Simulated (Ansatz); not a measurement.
# SiNi2: do energies and stresses tell the same story?

These are results of DFT PBEsol, scalar-relativistic, plane waves, PAW in Ansatz, not measurements.

Plane waves to 420 eV, a k mesh through Γ of 8×10×6 on the computed 12-atom cell and Gaussian smearing (0.10 eV); no spin polarisation.

Relaxed cell: Pnma, a = 4.917 Å, b = 3.698 Å, c = 7.008 Å, α = 90.00°, β = 90.00°, γ = 90.00°, 12 atoms in the primitive cell. Whether it is the stable form of this composition wasn't checked.

Energies at zero smearing and pressures from the stress tensor, at volumes with shape and atoms relaxed:
| V (Å³/atom) | E − E(first) (meV/atom) | P (GPa) |
| --- | --- | --- |
| 9.342 | 0.00 | 37.63 |
| 9.661 | -62.45 | 25.61 |
| 9.979 | -102.97 | 15.51 |
| 10.298 | -125.12 | 7.06 |
| 10.616 | -131.91 | 0.00 |
| 10.935 | -125.93 | -5.85 |
| 11.253 | -109.32 | -10.74 |
| 11.678 | -73.56 | -15.92 |

Task: Check P = −dE/dV between neighbouring volumes, and get the bulk modulus from the pressures alone.

Result: With 1 eV/Å³ = 160.2 GPa:
| middle V (Å³/atom) | −ΔE/ΔV (GPa) | mean P (GPa) |
| --- | --- | --- |
| 9.502 | 31.415 | 31.619 |
| 9.820 | 20.386 | 20.560 |
| 10.139 | 11.139 | 11.286 |
| 10.457 | 3.416 | 3.531 |
| 10.776 | -3.005 | -2.924 |
| 11.094 | -8.360 | -8.296 |
| 11.466 | -13.489 | -13.330 |

The two differ by 0.20 GPa at most. The mean of two end pressures misses the average over a step by about ΔV² P″/12, up to 0.17 GPa here; with that taken off 0.05 GPa remains. The stress is the derivative of the free energy, not of the energy at zero smearing, and with free energies 0.02 GPa remains. Around V = 10.616 Å³/atom, the two neighbours give B = −V ΔP/ΔV = 10.616 × 12.91 / 0.637 = 215.1 GPa, against B0 = 213.6 GPa from the Birch–Murnaghan fit of the energies.

A ferromagnetic start lost its moments in a first run, so spin was left out; other magnetic orders weren't tried.

Energies and stresses describe the same equation of state. The mean pressure lies above the energy slope in every interval, as expected for a convex P(V) curve, where a chord runs above the arc. The gap narrows with expansion as the curvature fades, except in the last, wider step. The same finite spacing probably explains most of the excess of 215.1 over 213.6 GPa, since a central difference overestimates the slope of such a curve. The small remainder suggests that Pulay stress from the finite basis is minor.

Physically, the curvature reflects stiffening under compression: overlap repulsion and electronic kinetic energy rise faster than the gain from Ni d–Si p bonding. The compound is far stiffer than diamond-type silicon because its atoms are densely packed, not held in an open tetrahedral network. The loss of the ferromagnetic moments fits Ni d states that are largely filled and broadened by hybridisation with silicon, which weakens the Stoner instability of elemental nickel. Resistance to shear doesn't follow from this volume curve.
